A crystal cell relaxed with one method is usually still under strain when another method looks at it. The table compares methods for rutile TiO₂, all applied first to the same cell, the one relaxed with r2SCAN. On that cell, which has 10.402 Å³ per atom, PBE with plane waves and PAW finds a pressure of +5.20 GPa and the tight-binding method GFN1-xTB finds −8.87 GPa. Positive means that the cell is compressed and pushes outward, negative that it is stretched and pulls inward.

Rutile TiO₂ by several methods, without spin polarization or spin–orbit coupling. Band gaps are for the 6-atom cell relaxed with r2SCAN, volumes are each method's own, and bulk moduli are at fixed cell shape. Plane-wave PBE uses a 420 eV cutoff and a 6×6×8 k mesh (coarse settings: 260 eV, 2×2×4); the 72-atom runs use periodic clusters of 2×2×3 cells.

| name | kind | band gap (eV) | volume per atom (Å³) | bulk modulus (GPa) | atoms computed |
| --- | --- | --- | --- | --- | --- |
| PBE coarse-settings | low cutoff and mesh | 1.862 | n/a | n/a | 6 |
| GFN1-xTB tblite | tight binding | 1.449 | 9.648 | 137.70 | 72 |
| PBE | semilocal | 1.888 | 10.651 | 226.90 | 6 |
| GFN2-xTB tblite | tight binding | 0.830 | n/a | n/a | 72 |
| PM7 | semi-empirical | 0.141 | n/a | n/a | 72 |
| PBE SZV | small basis | 1.341 | n/a | n/a | 6 |
| r2SCAN | semilocal | 2.221 | 10.402 | 252.00 | 6 |
| PM6 | semi-empirical | 9.671 | n/a | n/a | 72 |
| GLLB-SC | model potential | 3.840 | n/a | n/a | 6 |
| PBE DZVP | small basis | 1.789 | n/a | n/a | 6 |

**(a) From the pressure on the common cell and the bulk modulus, estimate by hand the volume that PBE and GFN1-xTB would each choose for themselves, and compare it with the table.**

*Solution.* Each method has its own curve of energy against volume, with a minimum at the volume it prefers. The pressure is the downhill slope of that curve at the cell where the method happens to stand. The bulk modulus B measures how fast the slope changes as the volume changes. Slope divided by rate of change gives the distance to the minimum, just as the stretch of a spring is the force divided by the spring constant:

relative volume change ≈ x, with x = P/B.

A real crystal is not a perfect spring. When ions are pushed together, the repulsion between their electron shells rises steeply, so the solid stiffens under pressure and softens under tension. The simplest description is a modulus that grows in proportion to the pressure, B(P) = B + B′P. For many solids the number B′ is roughly 4, a rough recalled value that was not adjusted to this table.

To find the volume, let the pressure relax to zero in small steps. Each step changes the volume by the fraction dV/V = −dP/B(P). Adding up the steps and keeping terms up to x² gives

relative volume change ≈ x − ½(B′ − 1)x² = x − 1.5x² for B′ = 4.

The correction is negative for either sign of the pressure. It makes an expansion a little smaller, because a compressed crystal is stiffer, and a contraction a little larger, because a stretched one is softer.

For PBE, x = 5.20/226.9 = 0.023, and the correction is below a tenth of a percent. The cell should expand by about 2.2 %, to 10.63 Å³ per atom. The table has 10.651 Å³, an expansion of 2.4 %. P/B alone gives 2.3 %, so the correction moves the estimate slightly away from the table, and no positive B′ would close the remaining shortfall. A possible reason, not tested here, is that a relaxation lets the oxygen positions and the cell shape adjust, which makes the crystal more yielding than a modulus at fixed shape implies. For so small a strain P/B alone is enough.

For GFN1-xTB, x = −8.87/137.7 = −0.064. The first term alone gives a contraction of 6.4 %, and the correction adds 0.6 %.

The estimate is therefore 10.402 × (1 − 0.070) ≈ 9.67 Å³ per atom, against 9.648 Å³ in the table. Here the correction is worth having, since it removes most of the error of the plain spring. With B′ = 6 instead of 4 the two-term formula gives a contraction of 7.5 %, slightly too large. The terms beyond x² are expected to deepen the contraction further, the more so the larger B′, so at this strain the rough choice of B′ matters by half a percent of the volume or somewhat more.

These two rows are the whole test, and neither was used to adjust the rule. What they test is narrow: pressure, modulus and preferred volume all describe one energy curve, apart from changes of shape, so the agreement shows only that the short formula follows that curve to a few tenths of a percent over this distance, and only the GFN1-xTB row supports a B′ near 4. It does not show that the curve is right. GFN1-xTB is predicted well by the rule and still ends 7 % below the r2SCAN volume. The plane-wave pressure of PBE can also carry numerical grid noise, whose size was not determined here, and an error of about 0.4 GPa would account for the PBE shortfall. GFN1-xTB has no real-space grid and its pressure is calculated analytically. The slope of its computed energy curve at the r2SCAN cell agrees with that pressure, so grid noise does not put the quadratic correction in doubt. The support for B′ near 4 still comes from a single row.

**(b) PBE and GFN1-xTB both have a lower bulk modulus than r2SCAN. Is the crystal softer in these methods because its volume differs, or because the energy curve itself is flatter?**

*Solution.* Each modulus in the table is taken here to belong to the method's own volume. A direct comparison therefore mixes two things: how stiff the bonds are at a given length, and how long the method makes them. To separate the two, bring every method to the same volume. The pressure on the r2SCAN cell does this at once, because B + B′P is the modulus that the method has on that cell.

PBE prefers longer bonds, so its ions sit further apart, where the repulsion is less steep. Compressing it to the r2SCAN cell raises its modulus to 226.9 + 4 × 5.2 ≈ 248 GPa, close to the 252 GPa of r2SCAN. With B′ = 6 it would slightly overshoot. Within this range of B′, most or all of the softness of PBE would be a consequence of its larger volume. This rests on the recalled B′ and on the modulus belonging to the PBE volume, neither of which the PBE row in (a) confirms.

GFN1-xTB behaves in the opposite way. It prefers a smaller volume, and a crystal with closer ions ought to be stiffer, yet its modulus is only 138 GPa. Stretching it to the r2SCAN cell softens it further, to 137.7 − 4 × 8.9 ≈ 102 GPa. The difference in volume had hidden part of the softness, and the energy curve itself is too flat compared with that of r2SCAN.

A plausible reason, which these runs do not test, is that the parameters of GFN1-xTB were fitted to molecules. Such data say little about how a dense network, with six oxygen neighbours around each titanium, resists being squeezed from all sides. The run also treats a cluster of 72 atoms at the zone centre only, so coarse sampling may contribute.

The two cases give a way to read similar tables. A larger volume together with a lower modulus may be a single error seen twice, and the correction B′P shows how much of the softness it explains. A smaller volume together with a lower modulus points to a second error, because the change in volume alone would have made the crystal stiffer.

**(c) A PBE run with a low cutoff and a coarse mesh gives nearly the same band gap as the careful PBE run, and a pressure of −0.75 GPa. Can that pressure be used in the rule? And can a modulus be borrowed from another method?**

*Solution.* With the PBE modulus, the coarse pressure gives −0.75/226.9, a contraction of 0.3 %. The careful PBE calculation expands by 2.4 %. The rule has passed on a faulty input: the coarse pressure is 6 GPa too low, and each GPa of false pressure moves the estimate by about 0.4 % of the volume.

The band gap gave no warning, as it differs by only 0.03 eV between the two runs. In both runs both band edges lie at Γ, which both meshes contain, so the coarse mesh misses neither edge. A gap is also the difference of two levels in one and the same cell, and errors that shift both levels alike cancel. A pressure asks how the total energy changes when the cell changes, and there an incomplete description of the electrons need not cancel.

For plane waves there is a well-known way in which this goes wrong. If the cell expands while the set of waves is kept, every wave is stretched with it and the finest detail of the electron density is lost. The energy then rises for a purely numerical reason, the crystal seems to resist expansion, and the pressure comes out too low. That is the direction seen here, although cutoff and mesh were lowered together, so the runs cannot tell how much each contributes.

A borrowed modulus is a milder risk, provided that the two methods are about equally stiff. If the r2SCAN modulus is used for PBE, the estimate is 5.20/252 = 2.1 %, still close to the computed expansion. For GFN1-xTB the same loan gives −8.87/252 = −3.5 %, only half of the computed contraction. An error in the modulus enters the estimate in proportion, so a value from a similar method will do, and one from a different class of method may not.

The rule also has a limit of shape. It uses the average pressure and a modulus at fixed shape, so it predicts the volume and not the separate cell edges. For PBE the stress is nearly the same in all directions, while for GFN1-xTB it is about a third larger along the short edge than along the two equal ones. Even a uniform stress can change the proportions, because a tetragonal crystal need not be equally stiff along its two kinds of edge. The average pressure therefore cannot tell how the shape of either cell would change.

In use, the rule needs a well-converged pressure and a modulus of the right class. With B′ = 4 it misses each of the two tested rows by about 0.2 % of the volume. For strains of two or three percent P/B is sufficient, and near seven percent the quadratic term should be kept. The output below lists the estimates for both values of B′, with no constant fitted to any row.

Numerical output:

```
PBE, computed volume change from r2SCAN cell (%): 2.394
PBE, first-order estimate P/B (%): 2.294
PBE, second-order estimate with stiffening 4 (%): 2.215
PBE, second-order estimate with stiffening 6 (%): 2.162
GFN1, computed volume change from r2SCAN cell (%): -7.249
GFN1, first-order estimate P/B (%): -6.439
GFN1, second-order estimate with stiffening 4 (%): -7.061
GFN1, second-order estimate with stiffening 6 (%): -7.476
PBE, first-order volume (cubic angstrom per atom): 10.64
PBE, second-order volume, stiffening 4 (cubic angstrom per atom): 10.63
GFN1, first-order volume (cubic angstrom per atom): 9.732
GFN1, second-order volume, stiffening 4 (cubic angstrom per atom): 9.667
Coarse PBE, first-order estimate with the PBE modulus (%): -0.3293
Coarse PBE gap less PBE gap (eV): -0.026
Coarse PBE pressure less PBE pressure (GPa): -5.952
GFN2, first-order guess with the GFN1 modulus (%): -10.63
GFN2, second-order guess with the GFN1 modulus, stiffening 4 (%): -12.32
PBE modulus less r2SCAN modulus, each at its own volume (GPa): -25.1
PBE modulus carried to the r2SCAN volume, stiffening 4 (GPa): 247.7
PBE modulus carried to the r2SCAN volume, stiffening 6 (GPa): 258.1
GFN1 modulus carried to the r2SCAN volume, stiffening 4 (GPa): 102.2
GFN1 modulus carried to the r2SCAN volume, stiffening 6 (GPa): 84.5
```
